**Student:** For a HEMT I know the pinch-off voltage under a plate, $V_p=qn_s(t/\varepsilon_d+t_b/\varepsilon_b)$. My $\beta$-Ga$_2$O$_3$ FET has no barrier and no 2DEG, only a doped layer. Does the formula survive?

**Lecturer:** With one change. Let $x$ run towards the drain and $y$ upward from the back of a channel of thickness $d$ and donor density $N$, so $n_s=Nd$. Permittivities are absolute, and $q>0$. Let $U=V_{\rm ch}-V_{\rm plate}+V_{FB}$, which vanishes at flat band. Assume an insulating, charge-free substrate and, for now, no vertical field at the back. Gauss's law gives a field $qNy/\varepsilon_s$ in the depleted channel and $F=qn_s/\varepsilon_d$ in the dielectric of thickness $t$. Integrate from the back to the plate:
$$V_p=qn_s\left(\frac{t}{\varepsilon_d}+\frac{d}{2\varepsilon_s}\right)=F\,(t+t^*),\qquad t^*=\frac{\varepsilon_d\,d}{2\varepsilon_s}.$$
The charge sits on average halfway through the layer, so $t_b/\varepsilon_b$ becomes $d/2\varepsilon_s$.

**Student:** Numbers, please.

**Lecturer:** Take a (100) surface, whose normal is $a^*$, with the current along $b$. The measured static constant along $a^*$ is 10.2 (compiled value, Gopalan 2020). The static one applies because switching is far slower than the optical phonons. Assume $N=2\times10^{-3}$ nm$^{-3}$ and $d=50$ nm, so $n_s=0.10$ nm$^{-2}$, under SiO$_2$ with a typical $\varepsilon_d=3.9\,\varepsilon_0$. With $q/\varepsilon_0=18.095$ V nm, $F=0.464$ V/nm, the field at the top of the channel is $F_s=qn_s/\varepsilon_s=0.177$ V/nm, the channel term is 4.44 V and $t^*=9.56$ nm. An AlGaN barrier of 20 nm with a typical $9\,\varepsilon_0$ and the same $n_s$ would give 4.02 V, much the same.

The first crossover is $t=t^*$. For $t\ll t^*$, $V_p\simeq(qNd^2/2\varepsilon_s)(1+t/t^*)$, quadratic in $d$. For $t\gg t^*$, $V_p\simeq Ft\,(1+t^*/t)$, and only the dose $n_s$ counts. A gate on $t_0=20$ nm, with $V_p=13.7$ V, is near the crossover. Field plates are far beyond it.

**Student:** How many more knobs are there?

**Lecturer:** Count them: $qn_s$, $\varepsilon_d$, $\varepsilon_s$, the lateral field magnitude $E$, the lengths $d$, $t_0$, plate length $L$ and step pitch $\ell$, and $k_BT/q$. Nine quantities built from charge, voltage and length leave six groups:
$$s=\frac{\varepsilon_dE}{qn_s},\quad r=\frac{\varepsilon_s}{\varepsilon_d},\quad \frac{t_0}{t^*},\quad \frac{d}{L_D},\quad \frac{x_0}{L},\quad \frac{\ell}{L},$$
with $L_D^2=\varepsilon_sk_BT/q^2N$ and $x_0=(t_0+t^*)/s$. The product $\sigma=rs=E/F_s$ will matter most. Here $r=2.615$.

**Student:** Temperature first. $k_BT$ is 0.0259 eV at 300 K against 4.44 eV, a ratio of 172. Surely pinch-off is sharp to $k_BT/q$.

**Lecturer:** It is softer. Here $L_D=2.70$ nm. The last electrons sit at the back in the parabola $qNy^2/2\varepsilon_s$. With Boltzmann statistics their density is $Ne^{-u}e^{-y^2/2L_D^2}$, where $u\gtrsim1$ is the depletion of the back face in units of $k_BT$, so the residual sheet is $n_r=\sqrt{\pi/2}\,NL_De^{-u}$. For $L_D\ll d$,
$$U=V_p-qn_r\left(\frac{t}{\varepsilon_d}+\frac{d}{\varepsilon_s}\right)+\frac{uk_BT}{q}.$$
The prefactor of $n_r$ is 0.068 of $n_s$, and the thick dielectric amplifies it. At $t=200$ nm, where $V_p=97.2$ V, the middle term is $6.9\,e^{-u}$ V. The relative softness is of order $L_D/d$, and "full depletion" loses its meaning when $d$ approaches $L_D$.

**Student:** Now the slant. I set $U(x)=U_0+Ex=V_p(t(x))$ and get
$$t(x)=t_0+\frac{\varepsilon_dE}{qn_s}\,x=t_0+sx,\qquad U_0=F(t_0+t^*)=Ex_0 .$$
But that is a gradual-channel argument. It must fail at order $s^2$.

**Lecturer:** It does not. Try $\phi=U(x)$ in the substrate, $\phi=U(x)-qNy^2/2\varepsilon_s$ in the channel and $\phi=U(x)-Ft^*-F(y-d)$ in the dielectric. A linear $U$ has no second derivative, so Poisson's equation holds in each layer. The potential and the normal displacement match at both interfaces. The surface $\phi=0$ is $y-d=t_0+sx$. For an endless wedge the result is exact at any slope, with $t$ measured vertically and $\tan\theta=s=E/F$. The plate is simply normal to a uniform field of size $\sqrt{E^2+F^2}$. For $E=0.10$ V/nm and $L=5000$ nm the ramp holds $EL=500$ V, and the oxide rises by 1078 nm. That rise equals $EL/F$, so the voltage and the dose fix it, whatever the length.

**Student:** Then what is left to correct?

**Lecturer:** The ends. The ramp is flat for $x<0$ and for $x>L$, so field lines fringe through the substrate. Treat the channel as a sheet, since $d\ll t$ over most of the plate, and put $\xi=x/L$, depth $\zeta=z/L$, $w=\xi+i\zeta$, $g(w)=w\ln w+(1-w)\ln(1-w)$. The function $EL\,[\xi-\mathrm{Im}\,g/\pi]$ is harmonic for $\zeta>0$ and on the surface equals 0, $EL\xi$ and $EL$ in the three intervals. Since $g'=\ln[w/(1-w)]$, the displacement leaving downward is $(\varepsilon_sE/\pi)\ln[\xi/(1-\xi)]$. What remains for the plate is
$$D_\uparrow=qn_s\left[1-\frac{\sigma}{\pi}\ln\frac{\xi}{1-\xi}\right].$$
For an anisotropic substrate $\varepsilon_s$ becomes $\sqrt{\varepsilon_{a^*}\varepsilon_b}$ in this term. An approximate $\varepsilon_b=10.9\,\varepsilon_0$ raises it by 3 per cent, which I drop.

**Student:** At mid-plate the logarithm vanishes. No correction there.

**Lecturer:** None to the potential, but the field is its slope. Under a straight plate of small slope with $x_0\ll L$, $U=t\,D_\uparrow/\varepsilon_d=EL\,\xi\,D_\uparrow/qn_s$, so to first order in $\sigma$
$$\frac{1}{E}\frac{dU}{dx}=1-\frac{\sigma}{\pi}\left[\ln\frac{\xi}{1-\xi}+\frac{1}{1-\xi}\right].$$
The bracket changes sign at $\xi=0.218$. The field is above design on the gate side of that point and below it on the drain side, by the fraction $2\sigma/\pi$ at the middle. Our $x_0$ is 137 nm, or 0.027 of $L$, which turns the bracket's 2 into $2+4x_0/L=2.11$. Also $D_\uparrow$ vanishes at a distance $fL$ from the drain end, $f=1/(1+e^{\pi/\sigma})$. In that last stretch a uniform field needs more flux than the donors supply, so a plate that only draws flux upward cannot maintain it.

| $E$ (V/nm) | $s$ | $\theta$ (deg) | $\sigma$ | $2\sigma/\pi$ | $f$ |
|---|---|---|---|---|---|
| 0.03 | 0.065 | 3.7 | 0.169 | 0.11 | $8.5\times10^{-9}$ |
| 0.10 | 0.216 | 12.2 | 0.564 | 0.36 | $3.8\times10^{-3}$ |
| 0.20 | 0.431 | 23.3 | 1.127 | 0.72 | $5.8\times10^{-2}$ |

**Student:** So a gentle 12 degree plate is off by a third in the middle?

**Lecturer:** To first order, and the second order in a quantity of 0.36 is not negligible, so a third is all I claim. The controlling parameter is $\sigma$, which does not contain $\varepsilon_d$. The mid-plate deficit passes 10 per cent at $\sigma=0.157$, or $E=0.028$ V/nm. For small $\sigma$ the lost stretch is exponentially short, $f\simeq e^{-\pi/\sigma}$. For large $\sigma$, $f\simeq\tfrac12-\pi/4\sigma$: nearly half the drift region is beyond control. The crossover lies near $\sigma=1$.

**Student:** Can I bend the plate to compensate?

**Lecturer:** Partly. Demand the uniform field and that $D_\uparrow$ on the surface, and continue upward. With $\eta$ the height over $L$ and $x_0\to0$, the potential is $FL\,[s\xi-\eta+(\sigma/\pi)\,\mathrm{Im}\,g(\xi+i\eta)]$, and the plate is its zero contour. At $\xi=\tfrac12$, $1-w$ is the conjugate of $w$, so $g$ is real and $\eta=s/2$, the straight value. There $g'=2i\arctan s$, and the contour has slope
$$\frac{d\eta}{d\xi}=s+\frac{2\sigma}{\pi}\arctan s .$$
At $E=0.10$ V/nm that is 0.29 in place of 0.216, or 16 degrees: the plate must curve upward. For small $s$ the relative change is $(2\sigma/\pi)(1-s^2/3)$. For large $s$ it tends to $\sigma/s=r$, which hints that a dielectric with $\varepsilon_d\gg\varepsilon_s$ weakens the substrate's say. The contour is only a necessary condition. It does not match the undepleted surface beyond $L$, so distrust it within about one $t$ of the end, and for large $s$ everywhere.

**Student:** Steps are easier to build. The rule I learned is that they share voltage as $V_{p,j+1}-V_{p,j}$.

**Lecturer:** Take all plates at one potential, $j=0$ being the gate. Once the drain exceeds $V_{p,j+1}$, the channel under plate $j+1$ is empty and its potential tends to $V_{p,j+1}$. The edge of plate $j$ then holds $V_{p,j+1}-V_{p,j}=F(t_{j+1}-t_j)$, in which $t^*$ cancels, and the last edge holds whatever remains. For 20, 200 and 500 nm the pinch-off voltages are 13.7, 97.2 and 236.4 V. At a drain $U$ of 500 V the three edges hold 83.5, 139.2 and 263.6 V. If the outer plates are tied to the source, the pinch-off potentials of the gate and of the plates are counted from different electrode potentials, and the first share changes by the gate bias.

**Student:** "Tends to" over what distance?

**Lecturer:** Ask how a disturbance $\cos kx$ of the potential at height $t$ reaches a depleted sheet, whose charge cannot respond. With $k>0$, take $A(\cosh ky+r\sinh ky)\cos kx$ above and $Ae^{ky}\cos kx$ below, which makes the normal displacement continuous. The transfer factor is
$$\mathcal T(k)=\frac{1}{\cosh kt+r\sinh kt}\simeq\begin{cases}1-rkt+(r^2-\tfrac12)(kt)^2, & rkt\ll1\\[2pt] \dfrac{2e^{-kt}}{1+r}, & kt\gg1.\end{cases}$$
A unit step is $\tfrac12+\frac1\pi\int_0^\infty\sin(kx)\,dk/k$. The fraction still missing at distance $x$ past it is $\tfrac12-\frac1\pi\int_0^\infty\mathcal T\sin(kx)\,dk/k$. For $r=0$, $\mathcal T$ is even and analytic, with poles at $k=\pm i\pi/2t$, and the approach is exponential with length $2t/\pi$. With a substrate the term $-rkt$ leaves a tail $rt/\pi x$, the same fringing as before. At $x=10t$ the tail formula gives 0.083 and the full integral 0.077. A plateau needs $\ell\gg rt$. The higher drain-side potential pulls the other way with a tail of the same form.

**Student:** And if I make the steps short?

**Lecturer:** Then the staircase imitates the slant. It differs from it by a sawtooth of height $s\ell$, whose fundamental has amplitude $s\ell/\pi$ and $k=2\pi/\ell$. A height change $\delta t$ acts as a potential $F\,\delta t$, so the field ripple is $kF(s\ell/\pi)\mathcal T=2E\,\mathcal T$. At the $j$-th step $t\approx js\ell$ and $kt=2\pi js$. For $s=0.216$ the ripple is about 0.3 of $E$ at the first step and 0.07 at the second. Linearising needs $2\pi s\ll1$ and ours is 1.35, so these are rough sizes, and the metal corners still concentrate field in the oxide. The lesson is that clean sharing and a smooth field are opposite limits. Plateaus come with peaks, and a smooth staircase has no plateaus.

**Student:** Ga$_2$O$_3$ is sold on its critical field. Where would the best design sit?

**Lecturer:** Outside the safe corner. With $L=V/E$ and mobility $\mu$, the drift resistance times area is $L^2/q\mu n_s=V^2/(\mu\varepsilon_sF_sE^2)$. Cap the field at the channel surface, $E^2+F_s^2=E_c^2$, and maximise $F_sE^2$. The optimum is $F_s=E_c/\sqrt3$, $\sigma=\sqrt2$, and the resistance is $\tfrac{3\sqrt3}{2}V^2/\mu\varepsilon_sE_c^3$, a prefactor of 2.60. There $f=0.10$ and $2\sigma/\pi=0.90$, so the neglected fringing rivals the design field, and 2.60 belongs to the endless wedge only. An approximate projected $E_c=0.8$ V/nm would need $n_s=0.26$ nm$^{-2}$ and a normal oxide field of 1.2 V/nm, above the roughly 1 V/nm at which SiO$_2$ typically breaks down. So the oxide sets the cap. The same optimisation with an assumed working limit of 0.5 V/nm gives $s=\sqrt2$, $\sigma=3.70$ and $f=0.30$, deeper still in the fringing regime.

**Student:** So which numbers do I keep?

**Lecturer:** The model's: 500 V over 5000 nm, 0.47 V/nm in the oxide, a nominal 12 degree plate that must steepen to about 16 degrees at its middle. I chose $E=0.10$ V/nm to lie in the range of average gate-drain fields typical of field-plated lateral Ga$_2$O$_3$ FETs with gaps of a few thousand nm, roughly 0.1 to 0.3 V/nm, so the 500 V is an input and predicts no breakdown voltage. Every plate's $V_p$ and $1/s$ scale with the net charge. Interface or buffer charge of a typical 0.01 nm$^{-2}$ shifts them by 10 per cent, less than the 36 per cent first-order fringing deficit but more than the anisotropy.